## Appendix: Cost and accuracy of odd-order Brillouin–Wigner bounds on a Hubbard ring

### The bound

Split $H=H_0+V$ with $H_0\phi_0=E_0\phi_0$, $\langle\phi_0|\phi_0\rangle=1$, $Q=1-|\phi_0\rangle\langle\phi_0|$ and $T_0(E)=Q/(E-H_0)$ for real $E$. Define $\chi_k=(T_0V)^k\phi_0$, $\psi_n=\sum_{k=0}^n\chi_k$ and the Brillouin–Wigner (BW) terms $e_{k+1}(E)=\langle\phi_0|V|\chi_k\rangle$. Since $T_0$ and $V$ are Hermitian, $\langle\chi_i|V|\chi_j\rangle=e_{i+j+1}$. For $j\ge1$, $(E-H_0)\chi_j=QV\chi_{j-1}$, so $\langle\chi_i|E-H_0|\chi_j\rangle=e_{i+j}$ for $i,j\ge1$, and

$$\langle\psi_n|H-E|\psi_n\rangle=E_0-E+\sum_{i,j=0}^{n}e_{i+j+1}-\sum_{i=1}^{n}\sum_{j=0}^{n-1}e_{i+j+1}=E_0-E+\sum_{k=1}^{2n+1}e_k(E)\equiv g_n(E).$$

The pairs that survive are $i=0$ (giving $e_1$ to $e_{n+1}$) and $j=n$, $i\ge1$ (giving the rest). The Rayleigh quotient of $\psi_n(E)$ is therefore $\mathcal R_n(E)=E+g_n(E)/\langle\psi_n|\psi_n\rangle$. It lies at or above the ground energy $E_*$ for every $E$. A root of $g_n$, the self-consistent energy of order $2n+1$, equals its own Rayleigh quotient and is an upper bound, whether or not the series converges.

### Model and exact answer

Take $H=T+UD$ on a periodic four-site ring, with $T=-t\sum_{j\sigma}(c^\dagger_{j\sigma}c_{j+1,\sigma}+\text{h.c.})$, $D=\sum_jn_{j\uparrow}n_{j\downarrow}$, two electrons of each spin, and $U=2t$. The dimension is $N=\binom42^2=36$. Write $ab=c_a^\dagger c_b^\dagger|\text{vac}\rangle$ for one spin and $(\cdot,\cdot)$ for an up-spin times a down-spin state. The one-spin hopping couples $13$ to $u=\tfrac12(-12-14-23+34)$ and $24$ to $w=\tfrac12(12-14-23-34)$, each with element $2t$, and annihilates $14-23$ and $12+34$. The states

$$d_0=\tfrac1{\sqrt3}\big\{(13,24)+(24,13)+\tfrac12[(14,23)+(23,14)+(12,34)+(34,12)]\big\},$$
$$d_1=-\tfrac12[(u,24)+(24,u)+(13,w)+(w,13)],\qquad d_2=\tfrac12[(14,14)+(23,23)-(12,12)-(34,34)]$$

have $D=0,1,2$ and obey $Td_0=-2\sqrt3\,t\,d_1$, $Td_1=-2\sqrt3\,t\,d_0-2t\,d_2$, $Td_2=-2t\,d_1$. With $x=E-U$ the secular equation of this closed block is $x^3-(U^2+16t^2)x+8t^2U=0$. At $U=2t$ it factors as $(E-6t)(E^2-8t^2)=0$, so $E_*=-2\sqrt2\,t=-2.8284\,t$. Diagonalising all 36 states shows this to be the lowest level, with the next at $-2.686\,t$. An assumed, illustrative $t=1.00\times10^{-22}$ J gives the model's $E_*=-2.83\times10^{-22}$ J.

The eigenvectors of $T$ in the block are $\phi_0=(\sqrt3,2,1)/\sqrt8$, $(1,0,-\sqrt3)/2$ and $(\sqrt3,-2,1)/\sqrt8$, at $-4t$, $0$ and $4t$. The level $-4t$ is fourfold degenerate among the 36 states, but vectors grown from $\phi_0$ stay in the block, so the resolvents can be set to zero on that whole level. Choose $H_0=T+U$ and $V=U(D-1)$. In that eigenbasis

$$H_0=t\,\mathrm{diag}(-2,2,6),\qquad V=t\begin{pmatrix}-\tfrac12&-\sqrt{3/2}&-\tfrac12\\-\sqrt{3/2}&1&-\sqrt{3/2}\\-\tfrac12&-\sqrt{3/2}&-\tfrac12\end{pmatrix},$$

and the first-order energy is $E_0+e_1=-2.5\,t$. The second-order root, $-2.838\,t$, falls below $E_*$: even orders carry no bound.

### How the deviation falls

Let $\Delta$ be an energy minus $E_*$, let $\psi_*$ be the exact state with $\langle\phi_0|\psi_*\rangle=1$, and let $\delta=\psi-\psi_*$. Because $(H-E_*)\psi_*=0$, any Rayleigh quotient has $\Delta=\langle\delta|H-E_*|\delta\rangle/\langle\psi|\psi\rangle$.

**Root.** Both $\psi_*=\phi_0+T_0(E_*)V\psi_*$ and $\psi_{n+1}=\phi_0+T_0V\psi_n$ hold, so at $E_*$ one has $\delta_{n+1}=M\delta_n$ with $M=T_0(E_*)VQ$, and $\Delta\propto\rho^{2n}$ with $\rho$ the spectral radius of $M$ in the block. Here $\rho=0.305$ and $\rho^2=0.093$. The constant in $H_0$ matters: $H_0=T$, $V=UD$ gives $\rho=1.14$, a divergent series at $E_*$ whose odd roots remain bounds.

**Single sweep.** At fixed $E$, $\psi_n$ tends to $\psi_\infty(E)\ne\psi_*$. Summing the series gives $g_\infty=-\tfrac52t-E+\tfrac74t^2/(E-\tfrac52t)$ with $\langle\psi_\infty|\psi_\infty\rangle=-g_\infty'$, so $\mathcal R_\infty$ is a Newton step. It leaves a floor $\Delta\approx\kappa(E-E_*)^2$ with $\kappa=|g_\infty''/2g_\infty'|=0.011/t$ at $E_*$. From $E=-2.5\,t$ the full Newton step leaves $1.3\times10^{-3}\,t$. Repeating the sweep at $E=\mathcal R_n(E)$ converges to the root, and three sweeps reproduce the root deviations to the two figures tabulated.

**Running energy.** Iterate $\psi\leftarrow\phi_0+T_0(E)V\psi$ and reset $E$ to the Rayleigh quotient after every step. The iterates are no longer strict BW orders, but each energy is a bound. Since $E-E_*=O(\delta^2)$, the linearised map is again $M$, and the rate is $\rho^2$ per step with no floor.

**Rayleigh–Schrödinger (RS) series.** By Wigner's $2n+1$ theorem, corrections $\psi^{(1)},\dots,\psi^{(n)}$ fix the energy through order $2n+1$. The sum is no bound. Its radius of convergence is the nearest complex $U$ at which the ground level meets another root of the cubic. The discriminant vanishes for $(U^2+16t^2)^3=432\,t^4U^2$, whose nearest solutions have $|U_c|=3.14\,t$ and include a pair joining the two lowest roots. The envelope of $|\Delta|$ falls by $(U/|U_c|)^2=0.41$ per unit of $n$, up to a power of $n$, and the sign oscillates.

**Dense diagonalisation** is exact to rounding.

### How work and memory grow

Work in the momentum basis of an $L$-site ring at half filling, where $H_0$ is diagonal and $N=\binom{L}{L/2}^2$. Only the two particle numbers are exploited. $V$ moves one of $L/2$ up electrons to one of $L/2$ empty momenta and gives the opposite transfer to one of at most $L/2$ down electrons. A column thus has at most $z=1+L^3/8$ entries, and $z=9$ for $L=4$. Costs $C$ are in units of $N$ multiply-adds: $z$ for a product with $V$, 1 for a diagonal scaling, scalar product or vector update, and 3 for a Rayleigh quotient once $V\psi$ is known. All iterative schemes begin with $V\phi_0$ and $e_1$, at cost $z+1$. The sparse $\phi_0$ is not counted as storage.

- $s$ sweeps of order $n$: $C=z+1+s[n(z+1)+3]$. They store $\psi$, $V\psi$ and, for $s>1$, $V\phi_0$.
- Running energy: $C=z+1+n(z+4)$, with two vectors.
- RS: each of the $n$ steps takes one product, one scaling and two scalar products. The recursion for $\psi^{(k)}$ subtracts $k-1$ earlier corrections, $n(n-1)/2$ updates in all, and the energy formulas need $n(n+1)/2$ overlaps. Hence $C=z+1+n(z+3)+n^2$, with $n+1$ vectors.
- Dense: a Householder step on a symmetric $j\times j$ block costs $j^2$ for the product and $j^2$ for the update of one triangle. The sum is $\tfrac23N^3$ to leading order, so $C=\tfrac23N^2=864$.

With 8-byte numbers a vector takes 288 bytes and the triangle of the dense matrix 5328 bytes. A target $\epsilon$ needs $n\sim\ln(t/\epsilon)/\ln\rho^{-2}$ running steps, so that work grows as $NL^3\ln(t/\epsilon)$ at fixed $\rho$, against $N^3$ for the dense route.

### Results at $U=2t$

Sweeps and the running chain start from $E=-2.5\,t$, and $\Delta$ is in units of $t$.

| $n$ | root, $s=3$: $C$ | $\Delta$ | single sweep: $C$ | $\Delta$ | running: $C$ | $\Delta$ | RS: $C$ | $\Delta$ |
|---|---|---|---|---|---|---|---|---|
| 1 | 49 | $1.6\times10^{-2}$ | 23 | $2.3\times10^{-2}$ | 23 | $2.3\times10^{-2}$ | 23 | $1.6\times10^{-2}$ |
| 2 | 79 | $1.2\times10^{-3}$ | 33 | $5.2\times10^{-4}$ | 36 | $1.8\times10^{-3}$ | 38 | $-4.5\times10^{-3}$ |
| 3 | 109 | $1.0\times10^{-4}$ | 43 | $2.0\times10^{-3}$ | 49 | $1.7\times10^{-4}$ | 55 | $-4.2\times10^{-4}$ |
| 4 | 139 | $9.4\times10^{-6}$ | 53 | $1.1\times10^{-3}$ | 62 | $1.6\times10^{-5}$ | 74 | $3.9\times10^{-4}$ |
| 5 | 169 | $8.6\times10^{-7}$ | 63 | $1.4\times10^{-3}$ | 75 | $1.5\times10^{-6}$ | 95 | $-2.8\times10^{-5}$ |

The root deviations for $n=5$ and $n=4$ stand in the ratio 0.092, close to $\rho^2$. All BW entries are positive, as the bound requires, while three RS entries are negative.

### Choices

Cheapest tabulated entry for a stated $|\Delta|$:

- $2\times10^{-2}\,t$: third-order RS, $C=23$. With a guaranteed sign it is the single sweep with $n=2$, $C=33$.
- $10^{-3}\,t$: the single sweep with $n=2$, $C=33$. This entry lies below its own floor through a cancellation between truncation and energy mismatch, and $n=3$ is worse. The choice that continues to improve is the running chain with $n=3$, $C=49$.
- $10^{-5}\,t$: the running chain with $n=5$, $C=75$. The root with $n=4$ costs 1.9 times as much and the dense route 11.5 times. RS does not reach this target by order 11.

Best entry inside a budget:

- $C\le25$: third-order RS, $1.6\times10^{-2}\,t$.
- $C\le35$: single sweep with $n=2$, $5.2\times10^{-4}\,t$.
- $C\le50$: running chain with $n=3$, $1.7\times10^{-4}\,t$.
- $C\le80$: running chain with $n=5$, $1.5\times10^{-6}\,t$.
- Two stored vectors: the running chain, since RS fits only $n=1$ and the root needs a third vector or a repeated product $V\phi_0$.

Full self-consistency is the poorest purchase among the BW variants. For each tabulated $n$ up to 4 the running chain at $n+1$ is both cheaper and closer to $E_*$ than the three-sweep root at $n$. Cost differences of a few units depend on the bookkeeping, since $z$ is an upper limit.

Two limits apply to the ranking. First, Lanczos iteration is left out because this model cannot test its rate. At $U=2t$ the vector $\phi_0$ is orthogonal to the eigenstate at $6t$, so its Krylov space is two-dimensional, with diagonal elements $\mp\tfrac52t$ and squared coupling $\tfrac74t^2$. Two products with $H$ then return $E^2=8t^2$ exactly, and on this ring Lanczos would lead every comparison beyond first order. Second, the BW denominators contain $E-E_0$, which is extensive, while the RS denominators are excitation energies of $H_0$. The value of $\rho$ must therefore be found anew for each $L$, and the advantage of 0.093 over 0.41 per step belongs to this ring.